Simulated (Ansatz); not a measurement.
TiO₂: the change of pressure with volume per atom

Results calculated with Ansatz 0.2.0, not measured. Periodic Kohn-Sham DFT of a crystal at fixed atoms; pressure and stress are positive in compression; the energy is the free energy less that of spherical unpolarised free atoms; site moments are those in the method's own spheres, positive along +z.

Cell of the first row (space group P4_2/mnm, No. 136):
```
cell vectors (Å)
   4.5002     0.0000     0.0000
   0.0000     4.5002     0.0000
   0.0000     0.0000     2.8986
atoms (fractions of the cell vectors)
Ti  0.00000  0.00000  0.00000
Ti  0.50000  0.50000  0.50000
O   0.30600  0.30600  0.00000
O   0.19400  0.80600  0.50000
O   0.69400  0.69400  0.00000
O   0.80600  0.19400  0.50000
```

Settings of every row: method frozen-core PAW; functional LDA; relativity scalar; k mesh 7x7x10; filling fermi-dirac; smearing width 0.05 eV; wave cutoff 420 eV; paw set soft_2.

Atom start moment: 0 on all atoms.

Limits: PAW files made with PBE.

| row | volume per atom (Å³) | pressure (GPa) |
| --- | --- | --- |
| 1 | 9.784 | ? |
| 2 | 9.992 | 2.28 |
| 3 | 10.2 | -3.092 |
| 4 | 10.304 | -5.567 |
| 5 | 10.408 | -7.911 |
| 6 | 10.512 | -10.134 |
| 7 | 10.616 | -12.237 |
| 8 | 10.825 | -16.113 |
| 9 | 11.033 | -19.588 |

Question: what pressure should row 1 give?

Worked fit of pressure. Take u = (V_r/V)^(2/3) − 1 with V_r = 10.46 Å³ an atom, which is twice the finite (Eulerian) strain; such expansions in the strain, on which the Birch-Murnaghan equation of state is built, carry the rest volume and the bulk modulus. The shown rows have u = 0.03099, 0.01692, 0.01007, 0.00333, -0.0033, -0.00982, -0.02261, -0.03493. Least squares give pressure = −9.0366 + 335.314 × u + 958.67 × u² GPa; a straight line predicts inner rows, each left out in turn, worse (root mean square 0.31 against 0.0089 GPa). The rows lie off it by 0.005, -0.003, -0.004, -0.002, -0.001, 0.000, 0.015, -0.009 (root mean square 0.0067 GPa). The pressure vanishes at u = 0.0251, or V = 10.08 Å³ an atom, and there the bulk modulus at fixed shape and fractions is B = −V dP/dV = (2/3)(1 + u) dP/du = 262 GPa. Letting shape and atoms relax would as a rule lower it, by much in layered, chain or molecular crystals. The withheld row has u = 0.04555, so the fit gives −9.0366 + 335.314 × (0.04555) + 958.67 × (0.04555)² = 8.226 GPa.

The calculation gave 8.265 GPa. The fit lies 0.039 GPa (0.14 % of the column's range) below it; its largest miss of a shown row is 0.015 GPa. This row lies beyond the range of the fit.
